Cs4+ ([Kr] 4d10 5s2 5p3) loses a 5p electron, computed with B-spline radial atomic code, version 1 (spin-free X2C, Fermi nucleus, basis-set limit, highest spin). Functionals use spherical fractional occupations, Hartree-Fock a configuration average at that spin. IE is ΔSCF between ground configurations; "table" is NIST's theoretical 56 ± 1.9 eV between ground levels.

| method | rung | share of exact exchange | IE(Cs4+) (eV) | IE(Cs4+) less table (eV) | −ε(5p) of Cs4+ (eV) | Σ<r²> (bohr²) |
| --- | --- | --- | --- | --- | --- | --- |
| LDA exchange-only | LDA | 0 | 56.899 | 0.899 | 51.108 | 32.28 |
| PBEsol | GGA | 0 | 57.990 | 1.990 | 52.192 | 32.09 |
| BLYP | GGA | 0 | 57.662 | 1.662 | 51.825 | 32.16 |
| r2SCAN | meta-GGA | 0 | 58.455 | 2.455 | 52.756 | 32.14 |
| M06-L | meta-GGA | 0 | 57.633 | 1.633 | 52.156 | 32.13 |
| Hartree-Fock | Hartree-Fock | 100 % | 57.584 | 1.584 | 57.912 | 32.37 |

**What the columns are.** IE is the energy needed to take one 5p electron from Cs4+, computed as the difference of two self-consistent total energies (ΔSCF) with scalar relativity. The column "IE less table" subtracts the NIST value of 56 eV. ε is the eigenvalue of the spin-up 5p shell, and Σ<r²> adds the mean square radii of all electrons, so it measures the size of the ion. All six rows describe the same process, three spin-up 5p electrons going to two, and at that spin the only terms are ⁴S and ³P. The rows can therefore be compared as one series.

The six values of IE lie within 1.56 eV of each other. The eigenvalues fall into two groups. For the five density functionals −ε is 5.5 to 5.8 eV below IE, which is 9.5 to 10.2 % of IE. For Hartree-Fock it is 0.33 eV above. A rule that turns ε into IE by hand has to account for both the size of that gap and its change of sign.

**The model: counting pairs.** Let the shell hold N electrons, each bound by an energy a to the core, and let each pair repel with an energy U. Then E(N) = −aN + U·N(N−1)/2, and the ionisation energy is IE(N) = E(N−1) − E(N) = a − U(N−1). The departing electron sheds its repulsion with the N−1 others. Successive ionisation energies of the shell rise by U.

In Hartree-Fock the eigenvalue of an occupied orbital counts exactly those N−1 repulsions, because the Coulomb and exchange terms of an electron with itself cancel. So −ε = a − U(N−1) = IE as long as the orbitals stay frozen, which is Koopmans' theorem. The ion then relaxes and lowers its energy, and theory puts the ΔSCF value a little below −ε. The table has that sign, and the Hartree-Fock run for Cs5+ → Cs6+ has it again, with 0.26 eV.

A density functional defines the energy for any fractional occupation n, and Janak's theorem says that ε = dE/dn. The Hartree energy is quadratic in the density and includes the repulsion of each electron with itself. Semilocal exchange removes most of that self-repulsion from the total energy at whole numbers, but it varies roughly as the density to the power 4/3 and has too little curvature to straighten E(n) between them. The functional therefore follows something close to the smooth parabola through the whole-number points. Its slope at n = N is −a + U(N − ½), so −ε = a − U(N−1) − U/2, and

IE = −ε + U/2.

The exact functional would run in straight segments between whole numbers and give −ε = IE. The term U/2 is the well-known self-interaction, or convexity, error of the eigenvalue. The table shows its signature: the functionals give IE within 0.9 eV of Hartree-Fock, while their eigenvalues differ from the Hartree-Fock one by 5 to 7 eV.

The model makes a prediction that can be checked. The gap IE + ε, half the step in −ε from Cs4+ to Cs5+, and half the step in IE should be one number. For BLYP the runs give 5.84, 5.87 and 5.96 eV, and the other functionals keep the three within 0.12 eV of each other except M06-L, which gives 5.48, 5.57 and 5.80 eV. Hartree-Fock has half-steps of 5.64 and 5.67 eV, so U is much the same there. The repulsion is a property of the shell, and the methods differ in whether half of it shows up between ε and IE.

**An analogy: charging a small metal sphere.** A conducting sphere of radius R with charge Q has energy Q²/2C, with C proportional to R. Its potential is the slope dE/dQ, and the work to remove one whole electron exceeds the work read from the starting potential by e²/2C, since the potential moves while the charge leaves. The eigenvalue of a functional plays the part of the potential and U that of e²/C, which is 27.2 eV divided by R in bohr. The analogy gives the form U/2 and the scaling U ∝ 1/R. It does not give the value: with the mean radius 1.89 bohr of the 5p3/2 orbital from a Dirac-Hartree-Fock run of Cs4+, U/2 = 27.2/(2 × 1.89) = 7.2 eV, about a quarter above the gaps of the table. A sphere has its charge on one surface, a fixed radius and no exchange, and it has no counterpart of the Hartree-Fock row, because a continuous charge always repels itself.

A better size comes from the Slater integrals of the shell. Two p electrons of parallel spin in different orbitals repel with F⁰ − F²/5, the energy of the ³P term. The same Dirac-Hartree-Fock run has F⁰ = 13.13 eV and F² = 7.14 eV (the mean of two k = 2 integrals), so U/2 = (13.13 − 1.43)/2 = 5.85 eV. F⁰/2 alone is 6.57 eV and lies above every gap. Exchange and the relaxation of the other shells are the argued reasons for the reduction. The runs do not split it between them. The spin-up integrals of the exchange-only LDA and BLYP runs themselves give 5.87 and 5.89 eV, just above their gaps of 5.791 and 5.837 eV. These frozen integrals hold no relaxation, so they are a guide to size, and so close a match should not be expected where the remaining electrons relax more, as in a neutral atom.

**Rule A, one constant.** IE = −ε + c, with c taken as the mean gap of the five functionals, which is the least-squares value: c = 5.72 eV. One constant can serve all five because the ion has nearly the same size in every row; Σ<r²> varies by 0.9 %. The gaps vary more, by about 6 %, so size sets their common level and does not explain their differences.

Worked for BLYP, which was part of the fit: 51.825 + 5.720 = 57.545 eV against the computed 57.662 eV, low by 0.12 eV or 0.2 % of IE.

Worked for M06-L, this time with the row kept out of the fit: the other four gaps are 5.791, 5.798, 5.837 and 5.699 eV, with mean 23.125/4 = 5.781 eV. Then 52.156 + 5.781 = 57.937 eV against 57.633 eV, high by 0.30 eV. This is the worst case among the functionals, and with the row included the miss is 0.24 eV.

Over the five functionals the root-mean-square miss is 0.13 eV, or 0.16 eV when each row is left out in turn. That is far above the 0.001 eV to which the table is rounded, so the misses are real differences in curvature, and it is about a tenth of the spread between methods. The rule follows the large differences and cannot resolve the small ones: it puts M06-L above BLYP, whereas the computed order is the reverse by 0.03 eV. Applied to Hartree-Fock it overshoots by 6.0 eV, 10.5 % of IE. For that method the working rule is IE ≈ −ε − 0.3 eV, from two ions.

**Add or multiply.** A factor is the other obvious rule: IE = k(−ε), with k = 1.11 from least squares through the origin on the same five rows. On Cs4+ it does about as well, 0.16 eV against 0.13 eV, because the eigenvalues span too narrow a range to tell a sum from a product. Carrying both constants unchanged to Cs5+ → Cs6+ separates them. The additive rule is low in all five functionals, by 0.22 eV root mean square, and the factor is high in all five, by 1.07 eV.

The pair model says why. Removing an electron deepens the level by a whole U, so −ε of BLYP goes from 51.825 to 63.564 eV, a rise of more than a fifth. U itself changes far less. The mean gap goes from 5.72 to 5.92 eV, a rise of under 4 %. Contraction of the shell accounts for nearly all of the rise in exchange-only LDA and BLYP, where (F⁰ − F²/5)/2 from their own integrals grows by about 0.17 eV, and so does the gap. It is not the whole cause in the meta-GGAs: the gap grows by 0.07 eV in r2SCAN and by 0.47 eV in M06-L, though the ion contracts almost equally in both. Between these two ions c is nearly fixed and creeps upward with charge.

**Rule B, no constant.** If the 5p eigenvalue of the ion is also at hand, Janak's theorem gives IE as the integral of −ε over the electron removed, and the trapezoid rule gives the mean of the two ends. For BLYP, (51.825 + 63.564)/2 = 57.695 eV, high by 0.03 eV. The root-mean-square miss over the functionals is 0.05 eV, and M06-L is again worst at 0.09 eV. Janak's theorem holds exactly for these functionals, so the agreement tests only how straight ε(n) is and says nothing about the accuracy of IE. In Hartree-Fock the eigenvalue of Cs5+ belongs to the electrons that remain, the two ends are not on one path, and the mean is 6.0 eV too high.

The small misses of B and the creep of c have a common origin. Let x be the charge removed and write −ε(x) = −ε₀ + Ux + Wx²/2, where W is the growth of U per electron removed, whatever its cause. The integral from 0 to 1 is −ε₀ + U/2 + W/6, and the trapezoid gives −ε₀ + U/2 + W/4, so B overshoots by W/12. For the next ion U becomes U + W, and the gap grows by W/2. The growth of the gap should then be six times the miss of B. For BLYP, 6 × 0.033 = 0.20 eV against 6.011 − 5.837 = 0.17 eV. For M06-L, 6 × 0.092 = 0.55 eV against 5.946 − 5.477 = 0.47 eV. The other three functionals agree to 0.03 eV or so, and in every case the prediction is slightly the larger.

So the numbers show what is irregular about M06-L: its ε(n) is bent nearly three times as much as that of BLYP. They do not show why. Spurious states inside the nucleus had to be left out of its runs, yet its 5p orbital in Cs5+ looks ordinary, with mean radius 1.796 bohr against 1.798 bohr for BLYP. Whether the bend comes from the form of the functional or from that numerical trouble is untested.

**With no computed input: Slater's rules.** For a 5s or 5p electron of Cs4+ the 28 electrons of n ≤ 3 screen fully, the 18 of n = 4 screen 0.85 each, and the four others of the 5s5p group 0.35 each. The effective charge is Z* = 55 − 28 − 15.3 − 1.4 = 10.30, and for the ion, with one fewer in the group, 10.65. With the effective quantum number n* = 4.0 and E = −N × 13.6 eV × (Z*/n*)², where N counts the group,

IE = (13.6/16) × (5 × 10.30² − 4 × 10.65²) = 0.850 × (530.5 − 453.7) = 65.3 eV.

This is 13 % above the mean of the six methods, 57.70 eV. The same sum for Cs5+ gives 77.1 eV, 11 % above their mean of 69.36 eV. As an absolute estimate it is far coarser than the spread of the methods.

The two overshoots are nearly the same in eV, 7.6 and 7.7, so the step survives: U = 77.1 − 65.3 = 11.8 eV and c = 5.9 eV, 3 % above the fitted value. Differentiating E twice with respect to N gives U ≈ (13.6 eV/n*²)(4σZ* − 2Nσ²), with σ = 0.35, so U goes roughly as Z*/n*², an inverse radius, as for the sphere. This supplies the trend for neighbours. The isoelectronic Ba5+ has Z* larger by one unit and should have c larger by about a tenth, and a less charged ion with a more diffuse shell should have a smaller c. That is an extrapolation from one shell at two charges, and agreement to 3 % may be partly luck. The argument also stops at the half-filled shell: in Cs3+ the electron lost has the opposite spin, the step in IE to Cs4+ contains a jump in exchange energy, and half of it is no estimate of c. A hybrid functional cancels part of the self-repulsion, so theory places its gap between the two groups of the table and c = 5.72 eV does not apply.

**From the computed value to the real ion.** Rules A and B reproduce what a method gives, and the method leaves things out. For the functionals the ion is a spherical density with 2/3 of an electron in each 5p orbital, which is not a ³P term. The effect of this on IE is untested, and c belongs to that spherical path. Spin-orbit coupling is absent from every row, while the NIST value runs between ground levels.

The spin-orbit part can be sized by hand. The Dirac-Hartree-Fock 5p levels are split by 1.56 eV, but this is less than the spin-orbit splitting 3ζ/2. In that run 5p1/2 holds two electrons and 5p3/2 one, so the 5p3/2 electron has exchange with two partners in the other subshell and a 5p1/2 electron with only one. This lowers 5p3/2 by G²/10 = 0.72 eV relative to 5p1/2. Adding it back gives 3ζ/2 = 2.28 eV. The two levels also sit in slightly different Coulomb fields (F⁰ is 13.34 eV within 5p1/2 and 13.13 eV between the subshells), which takes about 0.20 eV off again, so the spin-orbit constant ζ is 1.4 to 1.5 eV; 1.5 eV is used below. The splitting of the filled 4p shell, scaled by <r⁻³>, gives 2.2 eV for 3ζ/2 and supports this. In jj filling the electron leaves 5p3/2, which spin-orbit coupling puts ζ/2 above the average, and this alone lowers IE by about 0.76 eV; the drop of about 0.62 eV found from total energies (Dirac-Fock with 5p1/2 filled first, less the nl average) also contains a change in exchange between jj filling and the average, which works the other way. In LS coupling to first order ⁴S has no orbital momentum and stays put, while ³P₀ of the ion drops by ζ, so IE drops by about 1.5 eV. The real ion is in intermediate coupling, which no run computed but which second order can size. ³P₀ mixes with ¹S₀ through √2ζ and drops by a further 2ζ²/(0.6F² + ζ), about 0.8 eV, while ⁴S mixes with ²P through ζ and drops by ζ²/(0.6F²), about 0.5 eV. The two largely offset each other, so the shift of IE from the high-spin rows stays near the first-order figure or somewhat beyond it.

That neither limit is safe follows from the exchange energy at stake. The ⁴S term lies (9/25)F² below the average of p³ and ³P lies (3/25)F² below the average of p², so high spin raises IE by (6/25)F² = 1.71 eV, the same order as ζ. The Dirac-Hartree-Fock run, which fills 5p1/2 twice and 5p3/2 once, gives 55.27 eV, 2.32 eV below the Hartree-Fock row, and 0.62 + 1.71 = 2.33 eV accounts for it. The 0.62 eV comes from that kind of run, so the match checks the exchange count only, and it is closer than an averaged F² deserves. The run describes another state and is no improved ⁴S value. Breit, QED and recoil terms together move it by 0.02 eV and can be ignored at this level.

The NIST value is itself theoretical, with an uncertainty of 1.9 eV, larger than the whole spread of the methods. As computed, all rows are high, from 0.90 eV (exchange-only LDA) to 2.46 eV (r2SCAN), and only PBEsol and r2SCAN fall outside the uncertainty. The 0.62 eV is measured from the nl average and is not the shift for these high-spin rows. From the rows, first-order LS coupling takes off about 1.5 eV and gives a range of −0.60 to +0.95 eV, and the jj limit takes off 2.32 eV and gives about −1.4 to +0.1 eV; either way all rows are inside. No ranking of the rungs follows. Exchange-only LDA is closest, but it lies 0.685 eV below Hartree-Fock, which like it has no correlation, and correlation normally raises an ionisation energy, so its position is best read as a cancellation against the missing spin-orbit shift: with 1.5 eV taken off it is low by 0.60 eV, and Hartree-Fock, M06-L and BLYP come nearest, a change of order that the reference is too uncertain to confirm. The four functionals with correlation lie 0.05 to 0.87 eV above Hartree-Fock, with the two meta-GGAs at the two ends of that range. These differences mix correlation, approximate exchange and the fractional ion. Hartree-Fock, M06-L and BLYP span 0.08 eV, well below the uncertainty in the spin-orbit shift.

The runs for Cs5+ → Cs6+ keep the same order of methods, but their errors against the NIST theoretical value of 69.1 eV are lower in every row, by 1.19 to 1.76 eV. Much of the excess for Cs4+ is thus common to all methods. First-order LS coupling argues for about 1.5 eV of this: in Cs5+ both ³P₀ and the ²P1/2 level of the product drop by ζ, the shifts cancel if ζ is similar in the two ions, and only Cs4+ is left too high by ζ. That this falls within the observed range is partly luck. The second-order drop of ³P₀ has no counterpart in ²P1/2, the only J = 1/2 level of p¹, so it raises the ionisation energy of Cs5+ and brings the expected difference between the two ions to more than 2 eV, above what the rows show. The mismatch is still small against the uncertainties of about 2 eV on both reference values, and whether it lies with correlation or with the reference itself is the question that this table leaves open.
